**Question: where does the Lekner sum for a 1D-periodic row of charges come from, and how do I use it for a water wire?**

I want the electrostatic energy of a single file of water molecules, periodic along $z$ only. Papers quote a series in $K_0$ plus a logarithm "plus a constant", and a digamma formula on the axis, also "plus a constant". How are these derived? Are the two constants the same? Why may I drop them, and is there a surface term as in 3D Ewald, given that my cell has a dipole?

---

**Answer**

The two formulas are one function written in two ways, the two constants differ by $(2/L)\ln 2L$, they drop out only for a neutral cell and only if one convention is used throughout, and there is no surface term.

## 1. Premises and convention

Point charges sit in vacuum and repeat with period $L$ along $z$, with no periodicity across. I write Coulomb's law as $q_iq_j/r$; with charges in $e$ and lengths in Å, energies are multiplied by $k_e=e^2/4\pi\varepsilon_0=14.3996$ eV Å. Put unit charges at $z=mL$ on the axis and take a field point at distance $\rho$ from the axis:

$$S_M(\rho,z)=\sum_{m=-M}^{M}\frac{1}{\sqrt{\rho^2+(z-mL)^2}} .$$

The terms fall as $1/(|m|L)$, so $S_M$ grows as $(2/L)\ln M$. I fix the convention by removing exactly this:

$$\phi(\rho,z)\equiv\lim_{M\to\infty}\Big[S_M-\frac{2}{L}\ln M\Big].\tag{1}$$

The limit exists. With $H_M=\sum_{m=1}^M 1/m$ and $H_M-\ln M\to\gamma$ (Euler's constant), and $r^2=\rho^2+z^2$,

$$\phi=\frac1r+\frac{2\gamma}{L}+\sum_{m=1}^{\infty}\Big[\frac{1}{\sqrt{\rho^2+(mL-z)^2}}+\frac{1}{\sqrt{\rho^2+(mL+z)^2}}-\frac{2}{mL}\Big].\tag{2}$$

In the bracket the $1/m$ parts cancel against the subtraction and the $1/m^2$ parts ($\pm z/m^2L^2$) cancel against each other, so it is $O(m^{-3})$ uniformly for bounded $\rho,z$. Hence, for $\rho>0$, $\phi$ is a uniform limit of continuous functions over a period. It is periodic, because $z\to z+L$ adds one end term to $S_M$ and removes another, and both vanish as $M\to\infty$.

## 2. Fourier coefficients

Write $\phi=\sum_n c_n(\rho)e^{ik_nz}$ with $k_n=2\pi n/L$. Uniform convergence lets us integrate (1) term by term. Since $e^{-ik_n mL}=1$, the shift $z\to z+mL$ in the $m$-th term lays the integrals over $[0,L]$ end to end:

$$c_n=\lim_{M\to\infty}\Big[\frac1L\int_{-ML}^{(M+1)L}\frac{e^{-ik_nz}\,dz}{\sqrt{\rho^2+z^2}}-\delta_{n0}\frac{2}{L}\ln M\Big].$$

This unfolding is Poisson summation done by hand, which is needed because $1/r$ is not integrable along $z$.

**The term $n=0$.** The integral is $\operatorname{arsinh}(ML/\rho)+\operatorname{arsinh}((M+1)L/\rho)$, and $\operatorname{arsinh}x=\ln 2x+O(x^{-2})$. The $\ln M$ cancels:

$$c_0=\frac{2}{L}\ln\frac{2L}{\rho}.$$

**The terms $n\ne0$.** We need $I(k)=\int_{-\infty}^\infty e^{-ikz}(\rho^2+z^2)^{-1/2}dz$, which converges since one integration by parts turns it into an absolutely convergent integral. Use the Gaussian representation that also starts the Ewald method,

$$\frac1r=\frac{2}{\sqrt\pi}\int_0^\infty e^{-t^2r^2}dt .$$

Insert a factor $e^{-\epsilon z^2}$, so that the double integral converges absolutely and the order may be exchanged. The $z$ integral is $\sqrt{\pi/s}\,e^{-k^2/4s}$ with $s=t^2+\epsilon$. For $k\neq0$ this is bounded for all $s>0$, and $e^{-t^2\rho^2}$ is integrable, so $\epsilon\to0$ passes under the $t$ integral; on the other side the integrated-by-parts form tends to $I(k)$. Thus

$$I(k)=2\int_0^\infty\frac{dt}{t}\,e^{-\rho^2t^2-k^2/4t^2}.$$

Set $t^2=(|k|/2\rho)e^{w}$, so $dt/t=dw/2$ and the exponent becomes $-|k|\rho\cosh w$:

$$I(k)=\int_{-\infty}^{\infty}e^{-|k|\rho\cosh w}dw=2K_0(|k|\rho),$$

by the integral definition $K_0(x)=\int_0^\infty e^{-x\cosh w}dw$. So $c_n=(2/L)K_0(|k_n|\rho)$. From $\cosh w\ge1+w^2/2$ follows $K_0(x)<\sqrt{\pi/2x}\,e^{-x}$, so the coefficients are absolutely summable and the series converges to the continuous $\phi$ at every point. Combining $\pm n$ gives the Lekner sum:

$$\boxed{\phi(\rho,z)=\frac4L\sum_{n=1}^\infty K_0\!\Big(\frac{2\pi n\rho}{L}\Big)\cos\frac{2\pi nz}{L}-\frac2L\ln\frac{\rho}{2L}}\qquad(\rho>0).\tag{3}$$

Each piece solves Laplace's equation off the axis: $K_0(k\rho)$ obeys $u''+u'/\rho=k^2u$, which the cosine balances, and $-(2/L)\ln\rho$ is the potential of a uniform line charge $1/L$. In Ewald language, (3) is the limit in which the whole $t$ integral is sent to reciprocal space. That removes the splitting parameter, and the price is that $\rho$ alone supplies the convergence.

## 3. On the axis and near a charge

At $\rho=0$ every term of (3) is infinite, since $K_0(x)\approx-\ln x$, although $\phi$ is finite between the charges. Go back to (1) with $x=z/L$, $0<x<1$:

$$L\,S_M=\sum_{m=0}^{M}\frac1{m+x}+\sum_{m=0}^{M-1}\frac{1}{m+1-x}.$$

The recurrence $\psi(y+1)=\psi(y)+1/y$ telescopes these into $\psi(M+1+x)-\psi(x)$ and $\psi(M+1-x)-\psi(1-x)$. As $\psi(y)=\ln y+O(1/y)$, the two large-argument terms give $2\ln M$, which (1) removes:

$$\boxed{\phi(0,z)=-\frac1L\Big[\psi\Big(\frac zL\Big)+\psi\Big(1-\frac zL\Big)\Big]}\tag{4}$$

By (2), $\phi$ is continuous at $\rho=0$ away from the charges, so (4) is the $\rho\to0$ limit of (3). This settles the constants. If the off-axis form is written with $-(2/L)\ln\rho+C$ and the axial form with $+C'$, they describe one function only when $C'=C-(2/L)\ln 2L$, with $\rho$ and $L$ in the same unit. Setting both to zero is a mistake that neutrality does not repair when some pairs are on the axis and others are off it.

For points near a charge, expand the bracket in (2) with the Legendre generating function, $|\mathbf r\mp mL\hat z|^{-1}=\sum_l(\pm1)^l r^lP_l(\cos\theta)/(mL)^{l+1}$ with $\cos\theta=z/r$. Odd $l$ cancel between $\pm m$, $l=0$ cancels the subtraction, and the sum over $m$ gives zeta functions:

$$L\phi=\frac Lr+2\gamma+2\sum_{j=1}^\infty\zeta(2j+1)\Big(\frac rL\Big)^{2j}P_{2j}(\cos\theta),\qquad r<L.\tag{5}$$

Periodicity allows $|z|\le L/2$, so (5) covers the small-$\rho$ region where (3) is slow. It also gives the potential that a charge feels from its own images, $\lim_{r\to0}(\phi-1/r)=2\gamma/L$.

## 4. Energy of a cell

For charges $q_i$ at $\mathbf r_i$ in the cell, the row through $j$ acts at $i$ with $\rho_{ij}$ the transverse separation and $z_{ij}$ the axial one. The energy per cell with images $|m|\le M$ is half the sum of $q_iq_j/r$ over $i,j,m$, omitting $i=j$ at $m=0$. Substituting $S_M\to\phi+(2/L)\ln M$ for $i\neq j$ and $2H_M/L\to 2\gamma/L+(2/L)\ln M$ for $i=j$,

$$E=\sum_{i<j}q_iq_j\,\phi(\rho_{ij},z_{ij})+\frac{\gamma}{L}\sum_iq_i^2+\frac{\ln M}{L}\Big(\sum_iq_i\Big)^2.\tag{6}$$

Any constant $C$ added to the pair and self potentials alike enters as $\tfrac12C(\sum_iq_i)^2$. For a neutral cell it vanishes, as does the last term of (6). The self term must carry the same convention as the pair terms.

There is no surface term. Two neutral cells $m$ periods apart interact at leading order as dipoles, as $m^{-3}$, and in one dimension $\sum m^{-3}$ converges absolutely, so the order of summing whole cells is irrelevant. In three dimensions a shell at distance $m$ holds of order $m^2$ cells, and the sum is only conditionally convergent, which is the origin of the shape-dependent term. Moving one charge by $L$ changes the cell dipole but not (6), because $\phi$ is periodic.

**Alternating chain.** Take $+1$ at $0$ and $-1$ at $a$, with $L=2a$. The potential at the positive site is the self term minus (4) at $x=\tfrac12$. With $\psi(\tfrac12)=-\gamma-2\ln2$,

$$V=\frac{2\gamma+2\psi(\tfrac12)}{2a}=-\frac{2\ln2}{a},$$

the Madelung constant $2\ln 2=1.38629$ referred to the nearest-neighbour distance, as the direct series $(2/a)\sum_m(-1)^m/m$ also gives. Equation (6) yields $-2\ln2/a$ per ion pair.

**Molecular chains.** For rigid molecules we drop the bare intramolecular terms. With one molecule per cell, define the image part $g=L\phi-L/r$, with $g(0)=2\gamma$. Then

$$E_{\rm inter}=\frac1L\Big[\gamma\sum_iq_i^2+\sum_{i<j}q_iq_j\,g_{ij}\Big]=\frac1{2L}\sum_{i,j}q_iq_j\,g_{ij}.\tag{7}$$

The dipole limit follows from the $j=1$ term of (5), $g\approx2\gamma+2\zeta(3)(z^2-\rho^2/2)/L^2$. Neutrality gives $\sum_{ij}q_iq_j(z_i-z_j)^2=-2p_z^2$ and likewise $-2p_\perp^2$ for the transverse part, so

$$E_{\rm dip}=\frac{\zeta(3)}{L^3}\,(p_\perp^2-2p_z^2).\tag{8}$$

## 5. Range of validity

- **Convergence.** Equation (3) holds for every $\rho>0$, but a truncation error $\varepsilon$ needs about $(L/2\pi\rho)\ln(1/\varepsilon)$ terms: some 220 for $\rho=0.01L$ and $\varepsilon=10^{-6}$. Use (4) on the axis and (5) near it. For (5) the rate is $(r/L)^2$ per term.
- **Neutrality.** A charged cell has an energy growing as $\ln M$. Forces and potential differences remain finite, but an energy needs explicit counter-charge.
- **Infinite, strictly periodic chain.** If $W(m)$ is the interaction of cells $m$ apart, a chain of $N$ cells has energy per cell $\sum_{m=1}^{N-1}(1-m/N)W(m)$, which departs from $\sum_mW(m)$ at order $1/N$. A defect placed in the cell is repeated with period $L$.
- **Bare $1/r$ interaction.** A uniform dielectric only divides the result by its permittivity. A tube wall or an electrode changes the Green function and is not included. Spherical smeared charges, such as Gaussian pseudo-ions, obey the formulas only where they do not overlap.
- **Far field.** Outside a neutral chain the Bessel terms die as $e^{-2\pi\rho/L}$, and what is left, $-(2/L)\sum_iq_i\ln|\boldsymbol\rho-\boldsymbol\rho_i|$, contains no $z_i$. An axial dipole leaves no power-law field, while a net transverse dipole per cell leaves a potential falling as $1/\rho$. That part couples neighbouring chains when a wire is put in a 3D-periodic plane-wave supercell.

## 6. Numbers for a water wire

Assumed inputs, typical of the SPC/E rigid model: $q_{\rm H}=q=0.4238\,e$, $q_{\rm O}=-2q$, $r_{\rm OH}=1$ Å, tetrahedral angle ($\cos\angle{\rm HOH}=-\tfrac13$), and an O–O Lennard-Jones term with $\sigma=3.166$ Å and $\epsilon_{\rm LJ}=0.650$ kJ/mol. I assume a straight chain with O–O spacing $L=2.8$ Å. Each O and its donor hydrogen H1 lie on the axis, H1 at $z=1$ Å from O. The dangling H2 is at $z=-\tfrac13$ Å and $\rho=2\sqrt2/3=0.94281$ Å. The dipole has $p_z=\tfrac23q$ Å and $p_\perp=\tfrac{2\sqrt2}{3}q$ Å, so $p=2.35$ D at $54.7^\circ$ to the axis.

**All dangling H on one side** (one molecule per cell). O–H1 uses (4). The two pairs with H2 use (3) with $2\pi\rho/L=2.11566$, $-2\ln(\rho/2L)=3.56332$ and $K_0=0.0989,\ 0.00862,\ 0.000856,\ 0.000090$ for $n=1$ to $4$. After six terms the remainder is below $10^{-6}$.

| pair | $q_iq_j/q^2$ | $\lvert z\rvert/L$ | $L\phi$ | $L/r$ | $g$ |
|---|---|---|---|---|---|
| O–H1 | $-2$ | 0.35714 | 4.29961 | 2.8 | 1.49961 |
| O–H2 | $-2$ | 0.11905 | 3.85331 | 2.8 | 1.05331 |
| H1–H2 | $+1$ | 0.47619 | 3.20235 | 1.71464 | 1.48771 |

With $\sum q_i^2=6q^2$ the self term is $6\gamma=3.46329$. The weights of a common constant are $3-2-2+1=0$, as neutrality requires. The bracket of (7) is $3.46329-2(1.49961)-2(1.05331)+1.48771=-0.15484$, the prefactor is $k_eq^2/L=0.92367$ eV, and $E_\parallel=-0.143$ eV per molecule. Here $p_\perp^2=2p_z^2$, so (8) vanishes identically and the whole energy comes from higher multipoles.

**Dangling H alternating in side** (period $2L$). The axial sites cannot tell the azimuth of an H2, so only the H2–H2 terms between odd neighbours change. These neighbours form a row of period $2L$, seen at half a period. Before the change it is seen on its axis, $2L\phi=-2\psi(\tfrac12)=3.92702$. After it, it is seen at distance $2\rho$, where (3) has the same Bessel arguments and the same logarithm as above and cosines $(-1)^n$, giving $2L\phi=3.19918$. The energy per molecule changes by half of $q^2\Delta\phi$, which in units of $k_eq^2/L$ is $\tfrac14(3.19918-3.92702)=-0.18196$. The bracket becomes $-0.33680$:

$$E_{\rm alt}=-0.311\ \text{eV}=-30.0\ \text{kJ/mol per molecule}.$$

For point dipoles the axial sum is unchanged and the transverse one becomes $\sum_m(-1)^m m^{-3}=-\tfrac34\zeta(3)$, so $E_{\rm dip}=-\zeta(3)(2p_z^2+\tfrac34p_\perp^2)/L^3=-0.220$ eV, which is 71 per cent of the point-charge value. The nine site–site terms between nearest neighbours alone give $-0.297$ eV, which leaves $-0.015$ eV for all farther neighbours. The tail is small because even neighbours are parallel dipoles at the angle where their dipole interaction vanishes.

These are the model's Coulomb energies and are not binding energies. The Lennard-Jones term of the same model adds $4\epsilon_{\rm LJ}[\zeta(12)(\sigma/L)^{12}-\zeta(6)(\sigma/L)^6]=5.8$ kJ/mol $=0.060$ eV, for a model total of $-0.25$ eV, or $-24$ kJ/mol, per molecule, without water–wall interaction, thermal disorder or any response of the charges to their surroundings. The straight geometry is the main idealisation: water files in narrow tubes typically zigzag, with dipoles tilted roughly $35^\circ$ from the axis, so the model's axial dipole of $1.36$ D is low by about 30 per cent at fixed $p$, and the model understates the long-range axial term $-2\zeta(3)p_z^2/L^3$ by about half. A zigzag cell needs no new formula, only (6) with six sites.